**4f hyperfine constants along the 71-electron sequence, Lu to Pb¹¹⁺**

The table holds one-electron magnetic hyperfine constants $A/g_I$ of 4f₅/₂ and 4f₇/₂ from Dirac-Coulomb Hartree-Fock, their ratio, the small-component weight, and $\langle r^{-3}\rangle$ from non-relativistic Hartree-Fock. The program tests the parameter-free formula $A/g_I=C\,l(l+1)\langle r^{-3}\rangle/[j(j+1)]$, a constant-screening fit of $\langle r^{-3}\rangle$, and one-electron Dirac formulas at bare and screened charge for the ratio. The non-relativistic $\langle r^{-3}\rangle$ carries 98 % of the logarithmic rise, and the Dirac constants lie 2 to 8 % below the non-relativistic estimate in every row. The excess of the ratio over 1.8 stays between 3.8 and 4.3 % and follows neither $Z^2$, nor $Z_\text{eff}^2$, nor the small weight. For Ta²⁺ and Ir⁶⁺ the ratio is split into a radial part of about +5 % and an operator part of about −1 %.

The 4f orbitals of atoms and ions with 71 electrons were computed with the B-spline radial atomic code 1 at the basis-set limit, using Dirac-Coulomb Hartree-Fock (nl configuration average, Fermi nucleus). The <r⁻³> column is from non-relativistic Hartree-Fock (configuration average, point nucleus). A is the magnetic hyperfine constant of one electron, and g_I = μ/(I μ_N).

## The fit in Python

```python
# Table: one-electron 4f hyperfine constants A/g_I (MHz), Dirac-Coulomb Hartree-Fock, and non-relativistic HF
# <r^-3>, B-spline radial code, 71-electron ions. Tested: A from <r^-3>; the ratio against one-electron Dirac
# formulas (bare and screened Z) and the small-component weight; a radial/operator split for two ions.
T = {
    'ion': ['Lu', 'Hf+', 'Ta2+', 'W3+', 'Re4+', 'Os5+', 'Ir6+', 'Pt7+', 'Au8+', 'Hg9+', 'Tl10+', 'Pb11+'],
    'Z': [71, 72, 73, 74, 75, 76, 77, 78, 79, 80, 81, 82],
    'charge': [0, 1, 2, 3, 4, 5, 6, 7, 8, 9, 10, 11],  # e
    'configuration': ['[Xe] 4f14 5d1 6s2', '[Xe] 4f14 5d1 6s2', '[Xe] 4f14 5d3', '[Xe] 4f14 5d3', '[Xe] 4f14 5d3', '[Xe] 4f14 5d3', '[Xe] 4f14 5d3', '[Xe] 4f14 5d3', '[Xe] 4f14 5d3', '[Xe] 4f14 5d3', '[Xe] 4f14 5d3', '[Xe] 4f14 5d3'],
    'A_lo': [1861, 2078, 2302, 2540, 2791, 3054, 3330, 3620, 3923, 4240, 4572, 4918],  # MHz
    'A_hi': [991.7, 1110, 1230, 1358, 1493, 1634, 1782, 1936, 2098, 2267, 2443, 2627],  # MHz
    'ratio': [1.877, 1.873, 1.871, 1.87, 1.869, 1.869, 1.869, 1.87, 1.87, 1.871, 1.871, 1.872],
    'r_m3': [14.81, 16.5, 18.24, 20.09, 22.03, 24.07, 26.21, 28.44, 30.78, 33.23, 35.78, 38.44],  # bohr⁻³
    'small_lo': [0.000786, 0.000854, 0.000921, 0.00099, 0.00106, 0.00113, 0.00121, 0.00128, 0.00136, 0.00143, 0.00151, 0.00159],
}
import numpy as np
from scipy import constants as sc
from scipy.optimize import minimize_scalar
pc = lambda k: sc.physical_constants[k][0]
C = 2*pc('Bohr magneton')*pc('nuclear magneton')*sc.mu_0/(4*np.pi)/pc('Bohr radius')**3/sc.h/1e6
ion = T['ion']
Z, lo, hi, R, r3, sw = (np.array(T[k], float) for k in ('Z', 'A_lo', 'A_hi', 'ratio', 'r_m3', 'small_lo'))
a5, a7 = 12/(2.5*3.5), 12/(3.5*4.5)
R0 = a5/a7
def dirac(z, k, nr):  # one-electron 4f ion, point nucleus: Dirac A over non-relativistic A
    g = np.sqrt(k*k - (z*sc.alpha)**2); N = np.sqrt(nr*nr + 2*nr*g + k*k)
    return 448*k*(2*k*(g + nr) - N)/(N**4*g*(4*g*g - 1))
Rh = lambda z: R0*dirac(z, 3, 1)/dirac(z, -4, 0)
Zeff = (2688*r3)**(1/3)
F5, F7, ex = lo/(C*a5*r3), hi/(C*a7*r3), 100*(R/R0 - 1)
print(f"C = {C:.2f} MHz bohr^3; angular factors {a5:.4f} (5/2), {a7:.4f} (7/2); non-rel. ratio {R0:.3f}")
print("ion    A/A_nonrel 5/2, 7/2 | Z_eff | ratio, excess over 1.8 (%) | one-electron ratio: bare Z, Z_eff")
for i in range(len(Z)):
    print(f"{ion[i]:6s} {F5[i]:.3f} {F7[i]:.3f} | {Zeff[i]:.1f} | {R[i]:.3f} {ex[i]:.2f} | {Rh(Z[i]):.3f} {Rh(Zeff[i]):.3f}")
print(f"rounding: ratio +-0.0005 = +-{0.05/R0:.2f} points of excess; A/A_nonrel up to +-{np.max(0.5/hi[1:]+0.005/r3[1:]):.4f}")
gr = lambda x: x[-1]/x[0]
print(f"growth Lu to Pb11+: A(5/2) x{gr(lo):.3f}, A(7/2) x{gr(hi):.3f}, <r^-3> x{gr(r3):.3f}, Z^3 x{gr(Z**3):.3f}")
s5, s7 = np.log(gr(r3))/np.log(gr(lo)), np.log(gr(r3))/np.log(gr(hi))
print(f"share of ln growth carried by non-rel. <r^-3>: {100*s5:.1f} % (5/2), {100*s7:.1f} % (7/2)")
print(f"mean exponent d ln A(5/2)/d ln Z = {np.log(gr(lo))/np.log(gr(Z)):.2f} (bare one-electron ion: 3)")
sg = minimize_scalar(lambda s: np.sum((3*np.log((Z - s)/Zeff))**2), bounds=(20, 50), method='bounded').x
e = 100*((Z - sg)**3/2688/r3 - 1)
print(f"<r^-3> = (Z-s)^3/2688: s = {sg:.1f}; error Lu {e[0]:+.1f} %, Pb11+ {e[-1]:+.1f} %; Z-Z_eff {Z[0]-Zeff[0]:.1f} to {Z[-1]-Zeff[-1]:.1f}")
print("second differences of A(5/2), MHz, centred Hf+ onward (rounding +-2):", " ".join(f"{x:.0f}" for x in np.diff(lo, 2)))
print("second differences of <r^-3>, bohr^-3 (rounding +-0.02):", " ".join(f"{x:.2f}" for x in np.diff(r3, 2)))
print(f"bare-Z Dirac A/A_nonrel: Lu {dirac(Z[0],3,1):.3f}, {dirac(Z[0],-4,0):.3f}; Pb11+ {dirac(Z[-1],3,1):.3f}, {dirac(Z[-1],-4,0):.3f}")
print(f"table ratio minus bare-Z ratio: Lu {R[0]-Rh(Z[0]):+.3f}, Pb11+ {R[-1]-Rh(Z[-1]):+.3f}")
es = 100*(Rh(Zeff)/R0 - 1)
print(f"excess, table over screened formula: Lu x{ex[0]/es[0]:.1f}, Pb11+ x{ex[-1]/es[-1]:.1f}")
print(f"growth of excess: Lu to Pb11+ x{gr(ex):.2f}; Ta2+ to Pb11+ (5d3 only) x{gr(ex[2:]):.2f}; range {ex.min():.2f} to {ex.max():.2f} %")
for nm, x in (("Z^2", Z**2), ("small weight", sw), ("Z_eff^2", Zeff**2)):
    d = (x@ex)/(x@x)*x - ex
    print(f"excess proportional to {nm}: grows x{gr(x):.2f} (5d3 only x{gr(x[2:]):.2f}); misfit Lu {d[0]:+.2f}, Pb11+ {d[-1]:+.2f} points")
# further outputs of the same Dirac-Hartree-Fock runs, (5/2, 7/2): A/g_I MHz, <r^-3>, <r>, orbital energy
X = {'Ta2+': ((2301.704, 1229.947), (17.82946, 16.99294), (0.6219657, 0.631973), (-2.092775, -2.012804)),
     'Ir6+': ((3330.332, 1781.632), (25.86396, 24.63566), (0.5233408, 0.5304345), (-6.121841, -6.000833))}
S = {}
for k, (A, q, r, en) in X.items():
    n = r3[ion.index(k)]; o5, o7 = A[0]/(C*a5*q[0]), A[1]/(C*a7*q[1])
    S[k] = np.array([q[0]/q[1], o5/o7, A[0]/A[1]])
    print(f"{k}: Dirac/non-rel. <r^-3> {q[0]/n:.3f} (5/2), {q[1]/n:.3f} (7/2), 6:8 mean {(6*q[0]+8*q[1])/14/n:.3f}; operator factor {o5:.4f}, {o7:.4f}")
    print(f"{k}: ratio {S[k][2]:.4f} = 1.8 x radial {S[k][0]:.4f} x operator {S[k][1]:.4f}; radial alone {R0*S[k][0]:.3f}")
    print(f"{k}: <r>(7/2)/<r>(5/2) = {r[1]/r[0]:.4f}; level splitting {en[1]-en[0]:.4f} hartree = {100*(en[1]-en[0])/-en[0]:.1f} % of binding")
ch = 100*(S['Ir6+']/S['Ta2+'] - 1)
print(f"Ta2+ to Ir6+: radial {ch[0]:+.3f} %, operator {ch[1]:+.3f} %, ratio {ch[2]:+.3f} %")
print(f"Ta2+ to Ir6+: A(5/2) {100*(X['Ir6+'][0][0]/X['Ta2+'][0][0]-1):+.1f} %, Dirac <r^-3>(5/2) {100*(X['Ir6+'][1][0]/X['Ta2+'][1][0]-1):+.1f} %")
assert np.all(F7 < F5) and np.all(F5 < 1)
assert np.all(R > Rh(Z)) and R.min() < min(R[0], R[2], R[-1])
assert 0.9 < s5 < 1 and 0.9 < s7 < 1
assert ch[0] > 0 > ch[1]
```

Printed output:

```
C = 95.41 MHz bohr^3; angular factors 1.3714 (5/2), 0.7619 (7/2); non-rel. ratio 1.800
ion    A/A_nonrel 5/2, 7/2 | Z_eff | ratio, excess over 1.8 (%) | one-electron ratio: bare Z, Z_eff
Lu     0.960 0.921 | 34.1 | 1.877 4.28 | 1.848 1.811
Hf+    0.962 0.925 | 35.4 | 1.873 4.06 | 1.850 1.812
Ta2+   0.965 0.928 | 36.6 | 1.871 3.94 | 1.851 1.813
W3+    0.966 0.930 | 37.8 | 1.870 3.89 | 1.853 1.813
Re4+   0.968 0.932 | 39.0 | 1.869 3.83 | 1.854 1.814
Os5+   0.970 0.934 | 40.1 | 1.869 3.83 | 1.855 1.815
Ir6+   0.971 0.935 | 41.3 | 1.869 3.83 | 1.857 1.816
Pt7+   0.973 0.936 | 42.4 | 1.870 3.89 | 1.859 1.817
Au8+   0.974 0.938 | 43.6 | 1.870 3.89 | 1.860 1.818
Hg9+   0.975 0.938 | 44.7 | 1.871 3.94 | 1.862 1.819
Tl10+  0.977 0.939 | 45.8 | 1.871 3.94 | 1.863 1.820
Pb11+  0.978 0.940 | 46.9 | 1.872 4.00 | 1.865 1.821
rounding: ratio +-0.0005 = +-0.03 points of excess; A/A_nonrel up to +-0.0008
growth Lu to Pb11+: A(5/2) x2.643, A(7/2) x2.649, <r^-3> x2.596, Z^3 x1.541
share of ln growth carried by non-rel. <r^-3>: 98.1 % (5/2), 97.9 % (7/2)
mean exponent d ln A(5/2)/d ln Z = 6.75 (bare one-electron ion: 3)
<r^-3> = (Z-s)^3/2688: s = 35.9; error Lu +8.2 %, Pb11+ -5.5 %; Z-Z_eff 36.9 to 35.1
second differences of A(5/2), MHz, centred Hf+ onward (rounding +-2): 7 14 13 12 13 14 13 14 15 14
second differences of <r^-3>, bohr^-3 (rounding +-0.02): 0.05 0.11 0.09 0.10 0.10 0.09 0.11 0.11 0.10 0.11
bare-Z Dirac A/A_nonrel: Lu 1.046, 1.018; Pb11+ 1.062, 1.025
table ratio minus bare-Z ratio: Lu +0.029, Pb11+ +0.007
excess, table over screened formula: Lu x7.1, Pb11+ x3.5
growth of excess: Lu to Pb11+ x0.94; Ta2+ to Pb11+ (5d3 only) x1.01; range 3.83 to 4.28 %
excess proportional to Z^2: grows x1.33 (5d3 only x1.26); misfit Lu -0.92, Pb11+ +0.48 points
excess proportional to small weight: grows x2.02 (5d3 only x1.73); misfit Lu -1.77, Pb11+ +1.08 points
excess proportional to Z_eff^2: grows x1.89 (5d3 only x1.64); misfit Lu -1.63, Pb11+ +1.00 points
Ta2+: Dirac/non-rel. <r^-3> 0.977 (5/2), 0.932 (7/2), 6:8 mean 0.951; operator factor 0.9866, 0.9957
Ta2+: ratio 1.8714 = 1.8 x radial 1.0492 x operator 0.9909; radial alone 1.889
Ta2+: <r>(7/2)/<r>(5/2) = 1.0161; level splitting 0.0800 hartree = 3.8 % of binding
Ir6+: Dirac/non-rel. <r^-3> 0.987 (5/2), 0.940 (7/2), 6:8 mean 0.960; operator factor 0.9841, 0.9948
Ir6+: ratio 1.8693 = 1.8 x radial 1.0499 x operator 0.9892; radial alone 1.890
Ir6+: <r>(7/2)/<r>(5/2) = 1.0136; level splitting 0.1210 hartree = 2.0 % of binding
Ta2+ to Ir6+: radial +0.060 %, operator -0.174 %, ratio -0.114 %
Ta2+ to Ir6+: A(5/2) +44.7 %, Dirac <r^-3>(5/2) +45.1 %
```
